Question

I am looking at a strain scan of wurtzite MgS, because a film grown on a substrate with a larger lattice is loaded in much this way: the a-b plane is forced to stretch and the c axis is free. Most of the table looks like an ordinary elastic solid. Then, in the last step, the in-plane stress hardly changes, and the volume, which had been growing, drops back. My guess is that the Mg–S bonds are reaching their strength limit and starting to let go. Is that right, or is the volume turnover just geometry that I am over-reading?

Wurtzite MgS (4-atom cell, unstrained a = 4.029 Å, c = 6.415 Å) under biaxial strain in the a-b plane, with c and the atoms relaxed within the starting symmetry. Calculated with Ansatz 0.2.0 using PBEsol, scalar-relativistic plane-wave PAW, a 420 eV cutoff and a 6×6×4 k mesh. Stress is positive in compression, and stress yy equals stress xx.

```
strain (%)  energy change (meV/atom)  volume change (%)  c over a  stress xx (GPa)  stress zz (GPa)
      -4.5                      26.6              -4.63     1.744             4.38            -0.01
      -3.0                      11.4              -2.95     1.693             2.80             0.00
      -1.5                       2.7              -1.38     1.643             1.33             0.00
         0                       0.0               0.00     1.592             0.00             0.02
       1.5                       2.6               1.20     1.541            -1.21            -0.01
       3.0                       9.8               1.87     1.484            -2.17             0.00
       4.5                      19.6               0.46     1.402            -2.24             0.00
```

Answer

First the columns. Strain e is the imposed change of the in-plane lattice constant, a = a0(1 + e), and energy change and volume change are counted from the unstrained cell. Stress is positive in compression, so a negative stress xx is the tension that the substrate must hold. Stress zz stays within 0.02 GPa of zero in every row, which means that c has relaxed freely. All of it is PBEsol at zero temperature for a perfect crystal.

The most useful quantity here is the contraction ratio R, the relative shrinkage of c per relative stretch of a. The cell volume goes as a²c, so c follows from the volume column, and R alone decides whether the volume grows:

c/c0 = (1 + volume change)/(1 + e)²
R = −d ln c/d ln a
d ln V/d ln a = 2 − R

Taken step by step from the table, R rises in every step. It is 0.88 in the most compressed step, 1.55 from +1.5 to +3.0 %, and 2.96 in the last step. The volume falls there simply because R has passed 2. The question is therefore why c contracts so much faster just where the stress stops growing.

Three explanations can be put into formulas. Each was fitted by least squares to the five rows from −4.5 to +1.5 %, where the table runs smoothly. The two most stretched rows were kept out of every fit and serve as the test.

Explanation A is your second suggestion, linear elasticity with a purely geometric curvature of the volume. With c free, the elastic constants Cij combine into a biaxial modulus M and a constant R:

stress xx = −M e, with M = C11 + C12 − 2C13²/C33
c/c0 − 1 = −R e, with R = 2C13/C33

The slopes at zero strain are M = 85 GPa and R = 1.13, read as the linear terms of the quadratic fits of explanation B. Since this R is well below 2, the volume keeps rising over the whole range, to +3.6 % in the last row where the table has +0.46 %. The numbers rule A out, and the turnover is a real change in the response.

Explanation B is the tempting one: bonds soften as they lengthen, so the tension bends over towards a maximum. In its usual form a term in e² is added to the stress and to the c strain, two parameters for each. On the fitted rows this reproduces the stress to 0.003 GPa rms, the size of the rounding. Carried on to +4.5 %, it gives a tension of 3.25 GPa against 2.24 in the table. The gradual softening seen in the smooth rows thus falls short by about 1 GPa, and the response beyond them changes faster than a quadratic fit to those rows foretells.

That miss alone does not refute bond failure, since higher powers of e could be added until any curve is matched. A polynomial describes a response and names no cause. To test whether the bonds are letting go, one has to ask what that would do to c, and this needs the geometry of the structure.

In wurtzite each Mg has three basal S neighbours, which form a puckered honeycomb bilayer of height h, and one axial S neighbour along c. The in-plane projection of a basal bond is fixed by the lattice at a/√3, and half the c axis is one axial bond plus one bilayer height:

h = √(d_basal² − a²/3)
c = 2(d_axial + h)

A stretched layer has two ways to follow the substrate. Its basal bonds can lengthen, or they can rotate towards the plane so that h shrinks, like a folding stool being pressed flat. Taking all four bonds equal in the unstrained cell gives d0 = 2.447 Å and h0 = 0.760 Å. Bond lengthening leaves c nearly alone, while rotation pulls it down.

Explanation C lets the two share the strain. The axial bond is held at d0, an assumption of the model, and the basal bond takes a fraction f of the strain. Differentiating h at zero strain gives R:

d_basal = d0(1 + f e)
R = 2(a0²/3 − f d0²)/(h0 c0)

Rigid bonds, f = 0, give R = 2.22, about twice the slope found at zero strain, so near equilibrium the bonds both stretch and rotate. The fit to the c strain gives f = 0.436. This number trades against any change of the axial bond and should not be read as a measured bond compliance.

Here is C worked for the +4.5 % row, which was not part of the fit:

a/√3 = 4.029 × 1.045/√3 = 2.431 Å
d_basal = 2.447 × (1 + 0.436 × 0.045) = 2.495 Å
h = √(2.495² − 2.431²) = 0.56 Å
c = 2 × (2.447 + 0.56) ≈ 6.02 Å (with h unrounded)

The table's volume gives c = 5.90 Å, so the model is too long by about 0.12 Å. It accounts for some 6 of the 8 percentage points by which c has shrunk. The square root makes c curve downward by itself, because a flatter bilayer loses more height per unit of stretch.

As curve fits, B and C are separated only weakly. On the fitted rows B is the closer, 0.009 against 0.021 points rms in c strain, though with two parameters against one. At +4.5 % C is the closer, missing by 1.9 points where B misses by 2.4. Neither produces the volume turnover: both have the volume still rising in the last step. C with a constant f is therefore also incomplete.

The formula for R does decide the direction, and it goes against your first guess. The basal bonds carry most of the in-plane load. If they let go, they would absorb more of the imposed strain as length, which means a larger f, less rotation and a weaker contraction of c. The table shows R nearly doubling in the very step where the stress stalls. Within this geometry that calls for a smaller f, with the basal bonds taking less of the strain than before. This is an argument from the structure applied to the numbers, and it rests on the axial bond not shortening.

The same assumption lets the geometry be run backwards, with h = c/2 − d0 and the basal bond computed from h and a. The basal stretch then reads +0.67 %, +1.26 % and +1.44 % in the three stretched rows, so it almost stops growing in the last step. If the axial bond lengthens, h and the basal bond are shorter still, and these values are upper bounds. A bond about to part would lengthen faster from step to step, and here the gains shrink instead.

The escape from this argument would be an axial bond that shortens. The c axis drops by 0.258 Å in the last step, so producing that drop without any flattening would take 0.258/2 ≈ 0.13 Å per axial bond. That is about five per cent of its length. Explanation C with its constant f already gives more than half of the drop, so a shortening of about two per cent would be enough to make a smaller f unnecessary. With no load along c there is no evident cause for either, though only the atomic positions could exclude it. In the flattening picture the plateau also has a plain reading: tension is carried mainly by stretched basal bonds, and once further strain goes into rotation the tension stops climbing.

Why should rotation become so cheap? Along c, on the side opposite its axial bond, each Mg faces a fifth S across the open cage, at distance c − d_axial. With the axial bond at d0 this distance falls from 3.97 Å unstrained to 3.45 Å in the last row. The Coulomb attraction to that neighbour grows as it approaches and pulls the bilayer flatter, which brings it closer again. This feedback is the known path from wurtzite to the five-coordinate, h-BN-like structure of flat layers; it is the likely cause here, but these numbers do not test it directly. On this path the axial bond is expected to lengthen as each Mg comes to be shared between two axial S atoms, which is a change of neighbours and not a fracture.

If that is the path, the last row is probably still short of its end. In the flat structure h is zero and both axial distances equal c/2. At +4.5 % a flat layer would have basal bonds of a/√3 = 2.431 Å, slightly shorter than in the unstrained crystal, and would be expected to push outward. The table still has a tension of 2.24 GPa there, which points to a bilayer that is still puckered. The direct test is the pair of axial Mg–S distances, or the internal parameter u moving towards one half, at the two largest strains.

The energy column adds a point about the plateau itself. The work done by the two equal in-plane stresses must equal the energy change, with V the volume per atom:

dE/de = −2 × (stress xx) × V/(1 + e)

For the last step, with mid-step values, and with the result converted from meV/Å³ to GPa (1 GPa Å³ = 10⁻²¹ J):

ΔE = 19.6 − 9.8 = 9.8 meV, V ≈ 22.8 Å³, 1 + e = 1.0375
mean tension = 9.8 meV × 1.0375/(2 × 22.8 Å³ × 0.015) = 2.38 GPa

In the five earlier steps this mean agrees with the average of the two end stresses within 0.03 GPa, about what the rounding of the energies allows. Energy and stress are thus consistent there, and the mismatch of 0.18 GPa in the last step is far larger than that scatter. A mean of 2.38 GPa lies above both ends of the step, so the tension must have been higher somewhere between them, unless the last row was caught on a separate branch of higher energy. Leaving that exception aside, what looks like a plateau is two points on either side of a maximum.

That matters in practice, because past a maximum in tension the film is held only as long as something fixes its strain, as a substrate does; under a constant load it would go on stretching. The maximum inferred here is at least about 2.4 GPa and lies between +3.0 and +4.5 % strain. It is not a safe working limit: the relaxations kept the starting symmetry in a four-atom cell, so a symmetry-breaking distortion could set in earlier, and wurtzite MgS is itself metastable, rocksalt being the usual bulk form. The position of the maximum also hangs on a fine balance of energies, so it may move with temperature, with the functional, or with the PAW datasets, which were made for PBE.

The mechanism tells what neighbouring series would do. The same scan with c clamped would be stiffer at small strain, with modulus C11 + C12 in place of M, and the bilayer could then flatten only by lengthening the axial bond. Compression works the other way, steepening the bilayer and moving the fifth neighbour off, and the compressed rows are indeed smooth, with R below its zero-strain value. By the same reasoning a more covalent wurtzite, with stiffer bond angles and c over a near the ideal √(8/3), should hold out to larger strain than this one, which starts already flattened at 1.592.

What the table leaves open is how the crystal gets from +3.0 to +4.5 %. The tension may pass smoothly over a maximum on one continuous branch, or it may keep rising and then drop as the atoms jump to a flatter branch at fixed a. Both fit a mean tension above the two end values. A finer scan through that interval, run once upward and once downward with the axial distances followed, would tell them apart: does it retrace itself, or does it show hysteresis?
